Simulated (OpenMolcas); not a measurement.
**A ladder of methods for AlH3 (SMILES [AlH3])**

The species is AlH3 (4 atoms), meant as a singlet with charge 0. SMILES: `[AlH3]`. The coordinates come from a PBE0-D4/def2-TZVP relaxation.

```
atom    x (Å)    y (Å)    z (Å)
  Al   0.0137  -0.0148  -0.0051
   H   0.6332   0.6709   1.2836
   H  -1.3408  -0.8320   0.1051
   H   0.7494   0.1157  -1.4039
```

Quantity: the energy change with the Al1–H3 bond stretched from 1.586 to 2.379 Å, in eV. The values are calculated.

```csv
level,kind,program,value (eV),less FCI/pcseg-0,CPU time (all runs)
HF/pcseg-0 (restricted),Hartree–Fock,OpenMolcas,1.72,+0.36,3.1 s
SVWN5/pcseg-0 (restricted),LDA,OpenMolcas,1.45,+0.09,6.5 s
B3LYP/pcseg-0 (restricted),global hybrid,OpenMolcas,1.58,+0.22,7.7 s
M06-2X/pcseg-0 (restricted),hybrid meta-GGA,OpenMolcas,1.68,+0.32,8.2 s
B2PLYP/pcseg-0 (restricted),double hybrid,OpenMolcas,1.60,+0.24,7 s
MP2/pcseg-0 (restricted),perturbation theory,OpenMolcas,1.58,+0.22,3.2 s
ACPF/pcseg-0 (restricted),coupled cluster or CI,OpenMolcas,1.36,0.00,3.4 s
FCI/3-21G,exact in the basis,OpenMolcas,1.42,+0.06,7 s
FCI/pcseg-0,exact in the basis,OpenMolcas,1.36,0.00,7.2 s
```

FCI/pcseg-0 is exact within its basis and frozen core, so for wave-function methods in that basis the difference is their error; functionals converge differently with the basis, so for them it is only a difference. The first shape isn't each level's own minimum. The values span 1.36 to 1.72 eV. All rows use very small basis sets, so even the best lies far from the true value. Times are those of the runs behind each value, whatever else they computed, on shared processors of several kinds: orders of magnitude only.

Stretching one Al–H bond costs 1.36 eV at the FCI/pcseg-0 level, and restricted Hartree–Fock overestimates this by 0.36 eV. As the bond lengthens, the gap between its σ and σ* orbitals narrows and left-right correlation grows. A single closed-shell determinant cannot describe this, because it keeps too much ionic character in the stretched bond. MP2 recovers less than half of the missing correlation effect, whereas ACPF matches FCI to the printed precision. This suggests that double excitations, treated beyond second order, carry most of the effect while the bond is only partly broken.

Among the functionals, the cost rises from SVWN5 through B3LYP to M06-2X, in line with their growing share of exact exchange. Local exchange partly mimics left-right correlation, which exact exchange removes. B2PLYP has nearly the same exact-exchange share as M06-2X but gives a lower cost, 1.60 against 1.68 eV, probably in part because its perturbative correlation offsets that share. The stretched structure is still short of separated AlH2 and H, so the energies are not bond dissociation energies, and ACPF's agreement need not persist to that limit.
